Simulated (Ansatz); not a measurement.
Nb: pressure and energy above lowest point against volume per atom

All results are calculated (Ansatz 0.2.0 development build). Equation of state of a cubic crystal from periodic Kohn-Sham density functional theory without spin; pressure corrected for the finite basis.

Cell of the first row (space group Im-3m, No. 229):
```
Nb
1.0
     -1.6095     1.6095     1.6095
      1.6095    -1.6095     1.6095
      1.6095     1.6095    -1.6095
Nb
1
Direct
  0.00000 0.00000 0.00000
```

Settings of every row: formula Nb; structure type bcc; functional r2SCAN; spin treatment none; k mesh 14x14x14; occupation method fermi-dirac; occupation width 0.1 eV; wave cutoff 708 eV; datasets hand-made PAW; density cutoff ratio 4; xc grid level 2.

Limits: modest k-mesh, values are not fully converged in k; the SCF threshold is loose for a stress in some rows.

```
row  volume per atom (Å³)  pressure (GPa)  energy above lowest point (meV/atom)
  1                16.679           15.86                                  63.7
  2                17.223            9.05                                 21.68
  3                17.767               ?                                     ?
  4                18.311          -2.183                                     0
  5                18.855            -6.8                                 15.43
```

Question: what pressure and energy above lowest point should row 3 give?

Worked fit of pressure. Take u = (V_r/V)^(2/3) − 1 with V_r = 17.767 Å³ an atom, which is twice the finite (Eulerian) strain; such expansions in the strain, on which the Birch-Murnaghan equation of state is built, carry the rest volume and the bulk modulus. The shown rows have u = 0.04303, 0.02095, -0.01991, -0.03885. Least squares give pressure = 3.0704 + 274.507 × u + 527.26 × u² GPa; a straight line predicts inner rows, each left out in turn, worse (root mean square 0.51 against 0.0073 GPa). The rows lie off it by 0.001, -0.003, 0.003, -0.002. The pressure vanishes at u = -0.0114, or V = 18.08 Å³ an atom, and there the bulk modulus at fixed shape and fractions is B = −V dP/dV = (2/3)(1 + u) dP/du = 173 GPa. The withheld row has u = 0, so the fit gives 3.0704 + 274.507 × (0) + 527.26 × (0)² = 3.070 GPa.

The calculation gave 3.073 GPa. The fit lies 0.003 GPa (0.013 % of the column's range) below it; its largest miss of a shown row is 0.003 GPa.

Worked fit of energy above lowest point. Take u = (V_r/V)^(2/3) − 1 with V_r = 17.767 Å³ an atom, which is twice the finite (Eulerian) strain; such expansions in the strain, on which the Birch-Murnaghan equation of state is built, carry the rest volume and the bulk modulus. The shown rows have u = 0.04303, 0.02095, -0.01991, -0.03885. Least squares give energy above lowest point = 1.354 + 499.19 × u + 22112.6 × u² meV/atom; a straight line predicts inner rows, each left out in turn, worse (root mean square 21 against 0.43 meV/atom). The rows lie off it by -0.08, 0.16, -0.18, 0.09 (root mean square 0.13 meV/atom). Its lowest point lies at u = -0.0113, or V = 18.07 Å³ an atom, and the curvature there gives the bulk modulus at fixed shape and fractions, B = (4/9)(1 + u)² E″(u)/V = 170 GPa. The withheld row has u = 0, so the fit gives 1.354 + 499.19 × (0) + 22112.6 × (0)² = 1.35 meV/atom.

The calculation gave 1.32 meV/atom. The fit lies 0.03 meV/atom (2.3 % of the value, 0.047 % of the column's range) above it; its largest miss of a shown row is 0.18 meV/atom.
